A 3d binding energy for Ge²⁺ can be read off a single LDA calculation as the Kohn-Sham eigenvalue with its sign changed, or it can be got from two calculations as a difference of total energies. The first route gives 49.557 eV and the second 60.779 eV, so the choice moves the answer by 11.2 eV. A second decision hangs on the same numbers: whether the method can be trusted when it leaves a fraction of an electron on an ion. Both turn on how the energy of this spin-polarised, scalar-relativistic LDA ion bends as a spin-down 3d electron is taken away bit by bit.

Scalar-relativistic, spin-polarised all-electron Kohn-Sham calculations with Quantum ESPRESSO ld1.x 7.5 for Ge²⁺ ([Ar] 3d¹⁰4s²), using the LDA (Slater exchange, VWN5 correlation), spherical densities and a point nucleus. Up to one electron is removed from the spin-down 3d sub-shell, which is the emptied level; 4s stays full.

| electrons removed (electrons) | energy less that of the starting configuration (eV) | emptied level eigenvalue (eV) | emptied level mean radius (bohr) | deviation from the straight line (eV) |
| --- | --- | --- | --- | --- |
| 0.000 | 0 | -49.557 | 0.73204 | 0.000 |
| 0.200 | 10.345 | -53.930 | 0.72485 | -1.810 |
| 0.400 | 21.576 | -58.408 | 0.71791 | -2.736 |
| 0.600 | 33.711 | -62.986 | 0.71121 | -2.756 |
| 0.800 | 46.773 | -67.663 | 0.70473 | -1.850 |
| 1.000 | 60.779 | -72.435 | 0.69845 | 0.000 |

Let $q$ be the number of electrons removed, $E(q)$ the energy less that of the starting configuration, $\varepsilon(q)$ the eigenvalue of the emptied level and $\langle r\rangle$ its mean radius. The last column is $E(q)-qE(1)$, zero at both ends by construction. At $q=0.6$ it is $33.711-0.6\times60.779=-2.756$ eV.

The state that is being made limits what the numbers mean. The same runs show the 4s shell full and lying 25.1 eV above the emptied level at $q=0.6$ and 26.9 eV above it at $q=0.8$. The end point is 3d⁹4s², an excited ion with a hole under an occupied shell, whereas the ground state of Ge³⁺ is 3d¹⁰4s¹. The 60.779 eV is therefore a 3d removal energy and not the third ionisation energy of germanium. It is also a spherical average without spin-orbit coupling, so it stands for no single fine-structure level of the d⁹ ion. Every error quoted below is measured against this LDA energy difference, not against nature.

The straight line comes from one limiting case. An ion far from everything else holds a whole number of electrons, so "0.6 of an electron removed" can only mean a mixture: weight $1-q$ of the starting ion and weight $q$ of the ion with the hole. The energy of a mixture is the weighted mean, which is the chord $qE(1)$. For ground states this is a theorem of exact density-functional theory. The path here is not a ground-state path, so the theorem does not strictly cover it, and the chord is best read as the energy of the mixture of the two end configurations at their own LDA energies. Janak's theorem says that $dE/dq=-\varepsilon$. A straight $E(q)$ thus demands a level that stays put while it is emptied and equals minus the removal energy throughout.

The table shows the opposite. All four inner rows lie below the chord, and the level deepens at every step, by 22.878 eV in all. The starting eigenvalue falls short of the removal energy by 11.2 eV (18 % of 60.779 eV) and the final one overshoots it by 11.7 eV (19 %). This is the quickest way to recognise the failure: the eigenvalue before removal and the eigenvalue after it bracket the energy difference, each about half the total fall away from it. The sag of the energy looks mild beside this, at most about 2.86 eV or 4.7 % of the removal energy by the interpolation given next, because for a parabola of curvature $U$ the sag at mid-point is $U/8$ while the end slopes are wrong by $U/2$.

The energy column and the eigenvalue column carry the same information. Write $-\varepsilon=a+bq+cq^2$. Integration gives $E=aq+bq^2/2+cq^3/3$, and subtracting the chord removes $a$:

$$E(q)-qE(1)=-\tfrac12\,b\,q(1-q)-\tfrac13\,c\,q(1-q^2).$$

An unweighted least-squares fit to all six eigenvalues gives $a=49.555$, $b=21.635$ and $c=1.246$ eV, within 0.0023 eV of every row. For $q=0.6$ the two terms are $-21.635\times0.12=-2.596$ eV and $-1.246\times0.128=-0.159$ eV, together $-2.756$ eV when added before rounding, as in the table. The eigenvalue of that row entered the fit; no energy did. The other inner rows are met within 0.001 eV, the last printed digit. A constant curvature of 22.878 eV gives a symmetric parabola that misses by up to 0.020 eV with opposite signs on the two sides, because the true curve is lopsided ($-1.810$ eV at $q=0.2$, $-1.850$ eV at $q=0.8$). The agreement checks that the runs are consistent with Janak's theorem, which is built into a variational calculation. It says nothing yet about why $b$ is large.

It does dispose of one suspicion. In this scalar-relativistic scheme the density holds the large components only, and Janak's theorem is then approximate. Integrating a least-squares cubic through the six eigenvalues gives 60.788 eV against 60.779 eV. The excess of 0.009 eV grows steadily along the rows and is larger than the rounding, so it is a real feature of the runs; that the neglected small components cause it is plausible but untested. At 0.015 % of the removal energy it cannot account for a sag of nearly 3 eV.

The cause of the curvature is best approached through limits in which the answer is known. First freeze all orbitals and keep only the classical electrostatic (Hartree) energy. Removing $q$ electrons changes the density by $-q\rho_d$, with $\rho_d$ the normalised spherical 3d density. The Hartree energy is quadratic in the density, so it contains a term $\tfrac12q^2F^0$, where $F^0$ is the repulsion of $\rho_d$ with a copy of itself. The curvature in this limit is $F^0$ and is positive. It has a strict upper bound: the monopole kernel is $1/r_>$, the inverse of the larger of the two radii, which never exceeds $1/r_1$, so $F^0\le\langle1/r\rangle$. The runs at $q=0.6$ and 0.8 give $\langle1/r\rangle=1.821$ and 1.832 bohr⁻¹ for the spin-down 3d orbital, a mean of 49.7 eV in energy units. The physical fault of this limit is plain. In the mixture, the electron is either wholly present or wholly absent, and a fraction of it never repels another fraction of it. A functional of the averaged density cannot see that unless its exchange-correlation part undoes the $q^2$ term.

The second limit is the one in which the undoing is complete: frozen-orbital Hartree-Fock with the hole in one orbital. The energy is $\sum_i n_ih_i+\tfrac12\sum_{ij}n_in_j(J_{ij}-K_{ij})$, with occupations $n_i$, one-electron energies $h_i$, Coulomb integrals $J$ and exchange integrals $K$. Since $J_{ii}=K_{ii}$ there is no $n_i^2$ term, the energy is linear in $n_i$, and the emptied level stays fixed while the other levels fall. This is Koopmans' theorem.

LDA lies close to the first limit, and the form of local exchange shows why. Its energy goes as $-\int\rho^{4/3}$. Take the most favourable case, a lone orbital with occupation $n$, and suppose that exchange cancels the Hartree energy exactly at $n=1$. Then the two terms are $\tfrac12Jn^2-\tfrac12Jn^{4/3}$, and the second derivative at $n=1$ is $J(1-\tfrac29)$. A functional can cancel the self-repulsion in the energy of a whole electron and still leave seven ninths of its curvature. In a filled shell it does worse, because the second derivative of $\rho^{4/3}$ falls as $\rho^{-2/3}$ and the hole is cut out of a dense background: five like-spin d electrons alone multiply the term by $5^{-2/3}$, which leaves about a third of it, and the 3s and 3p density in the same region reduces it further. This argument puts the exchange offset at the order of a tenth of the Hartree curvature or less, and no finer than that.

The spin-resolved levels of the two runs at $q=0.6$ and 0.8 allow a comparison. Local exchange acts only within one spin, while the electrostatic potential acts on both. Over that interval the spin-up 3d level, from which nothing is removed, deepens by 24.73 eV per electron and the emptied spin-down level by 23.38 eV per electron. The difference, 1.35 eV per electron, is the growth of the 3d spin splitting from 0.763 to 1.033 eV, and it is the net advantage of sharing the spin of the hole after all orbitals have relaxed. It is 5.8 % of the curvature. In the Hartree-Fock limit above the emptied level would be shielded from the whole shift; here it follows the spectator level almost entirely. The comparison holds for one interval and does not isolate exchange from the spin dependence of correlation, but it shows that the fall of the level is mostly a shift common to both spins, as an electrostatic cause requires.

This pattern is usually called self-interaction or delocalisation error, and the name needs care in a spherical atom. The hole is spread evenly over five spin-down orbitals, each with occupation $1-q/5$ (0.88 at $q=0.6$, 0.80 at the end). At the monopole level the $q^2$ term then splits into five self terms, $5\times\tfrac12(q/5)^2F^0=\tfrac1{10}q^2F^0$, and ten pair terms, $10\times(q/5)^2F^0=\tfrac25q^2F^0$. One fifth of $\tfrac12q^2F^0$ is an orbital repelling itself and four fifths act between different orbitals. A scheme that removed each orbital's self-repulsion exactly but kept these occupations would still have four fifths of the frozen Coulomb curvature, less the exchange between different d orbitals. It would also miscount the end point, with $10\times0.8^2=6.4$ like-spin pairs where four electrons have six. For LDA the monopole Hartree term of the 3d shell depends only on its total occupation, $\tfrac12(10-q)^2F^0$, so putting the hole in one orbital would not remove the curvature either. The common fault is that a statistical mixture is replaced by an averaged density. This split is a counting argument; the energies of the table contain both parts together.

The third limit lets the orbitals move. Let $x$ measure a contraction of the remaining electrons, with stiffness $k$ and coupling $g$ to the hole, so that the second-order energy is $\tfrac12Fq^2-gqx+\tfrac12kx^2$, where $F$ is the frozen curvature. Minimising gives $x=gq/k$ and a curvature $U=F-g^2/k$. Relaxation can only lower the curvature. With $F=0$, the Hartree-Fock limit, it bends the curve the other way, above the chord. With $F$ near $F^0$, as in LDA, it removes a part and leaves the curve convex. The table shows the contraction directly: $\langle r\rangle$ shrinks in every row, by 4.6 % overall.

The size of this screening can be had from the same two runs at one place, the nucleus, where the electronic potential is exactly $\sum_in_i\langle1/r\rangle_i$. Taking 0.2 electron out of a frozen 3d orbital would lower it by $0.2\times49.7=9.94$ eV. The shells meanwhile contract, and the changes of their $\langle1/r\rangle$, weighted by the mean occupations, give back 4.72 eV, or 48 % of the frozen change. The 3d shell itself supplies 3.04 eV of this, 3p 0.80 eV, 4s 0.70 eV and 3s 0.20 eV, with next to nothing from the two innermost shells. The net change of $9.94-4.72=5.22$ eV can be set against the 1s level, whose mean radius of 0.047 bohr makes it a probe of the potential near the nucleus. It deepens by 5.32 eV, so the value at the nucleus is short by 0.10 eV, about 2 % of the shift. A miss of this sign is to be expected, since the level samples a small but finite region and the screening weakens away from the nucleus; exchange and correlation also enter the level. The argon core is evidently not inert, and the main screening agent is the nine or so d electrons that remain. The 48 % belongs to the nucleus and to this interval; it is not the fraction by which $F^0$ is screened at the radius of the 3d shell.

The shifts of the levels map the screened potential of the hole. Per electron removed, the spin-up levels move by 26.60 eV for 1s, 27.79 eV for 2p, 24.73 eV for 3d and 14.57 eV for 4s. A frozen charged shell gives a flat potential inside and $1/r$ outside, which accounts for the fall from 2p outward but not for the rise from 1s to 2p. That rise fits the screening: charge drawn inward by the contraction acts most strongly at the nucleus and less at the 0.18 bohr of the 2p shell, where the hole's own potential is still nearly flat. Contraction moves charge inward but cannot change the total, so outside the ion the hole shows its full charge: an isolated ion has nothing to draw electrons from. This limits how far the ion can screen its own hole and is consistent with about 23 eV surviving, though it does not fix the number, since the 3d shell lies well inside the ion. The number is a curvature of the free, doubly to triply charged ion, and it should not be carried over as a Hubbard $U$ for a solid, where neighbours and conduction electrons can feed charge in and screen much further.

The simple picture of $U$ as a charge over a radius gets the direction of the change along the rows right and the size wrong. The local curvature, the difference of successive eigenvalues divided by 0.2, rises in every interval, from 21.86 to 23.86 eV per electron, or 9.1 %. Over the same span $1/\langle r\rangle$ rises by 3.8 %. Scaling the first interval by $1/\langle r\rangle$ gives 22.70 eV for the last, 1.16 eV too low. A shell that merely shrank at fixed shape, with a fixed screened fraction, would follow $1/\langle r\rangle$. A likely reason for the faster rise is that $g^2/k$ loses ground as the ion becomes more highly charged, stiffer and poorer in d electrons; since $U$ is a difference of two large terms, a small loss of screening shows up magnified. This is a guess that the rows do not test.

The same algebra says which eigenvalue does estimate the energy difference. Since $E(1)=a+b/2+c/3$, the starting eigenvalue errs by $-(b/2+c/3)$, first order in the curvature. The Slater transition state, $-\varepsilon(\tfrac12)=a+b/2+c/4$, cancels $b$ and errs by $-c/12=-0.104$ eV; the mean of the two end eigenvalues errs by $+c/6=+0.208$ eV. The values found are $-0.095$ eV (60.684 eV, interpolated at $q=0.5$ with the cubic) and $+0.217$ eV, each displaced from the prediction by the 0.009 eV of the Janak excess. The practical answer is then to use the energy difference or a half-electron calculation, which agree to 0.16 %, and not the eigenvalue of the unionised ion. The transition state reproduces the LDA energy difference, with whatever faults that has; it steps around the curvature and does not cure it.

For fractional charges no such detour exists. Consider two of these ions so far apart that their mutual energy vanishes, sharing one 3d hole. Any division of the hole should cost the same, since each ion is a mixture. The table prices a 0.4/0.6 division at $-2.736-2.756=-5.492$ eV relative to the hole on one ion. A convex functional thus prefers to smear the hole over both centres by several electronvolts. The example holds the 4s shells full by constraint, as the runs do; released, a 4s electron would drop into the hole. A fractional charge on a well-separated ion in an LDA result is to be suspected of this origin.

The mechanism indicates what a neighbouring case should do. For removal from 4s of the same ion the bound is $\langle1/r\rangle_{4s}$, for which the run at $q=0.6$, with part of a 3d hole already present, gives a guide of about 0.72 bohr⁻¹ or 20 eV, and exchange and relaxation both work downward from the frozen Hartree value, so theory puts that curvature below the 3d one, with a smaller sag and a smaller eigenvalue error. The hole is then cut from a thinner background, where the $\rho^{-2/3}$ factor lets local exchange offset a larger share. Deeper and tighter shells, and the same 3d shell in a more highly charged ion, should go the other way, because $F^0$ grows as the shell shrinks. In each case two eigenvalues, one before and one after removal, give the diagnosis: their difference is the mean curvature, half of it is roughly the error of either eigenvalue, and an eighth of it is the depth of the sag.
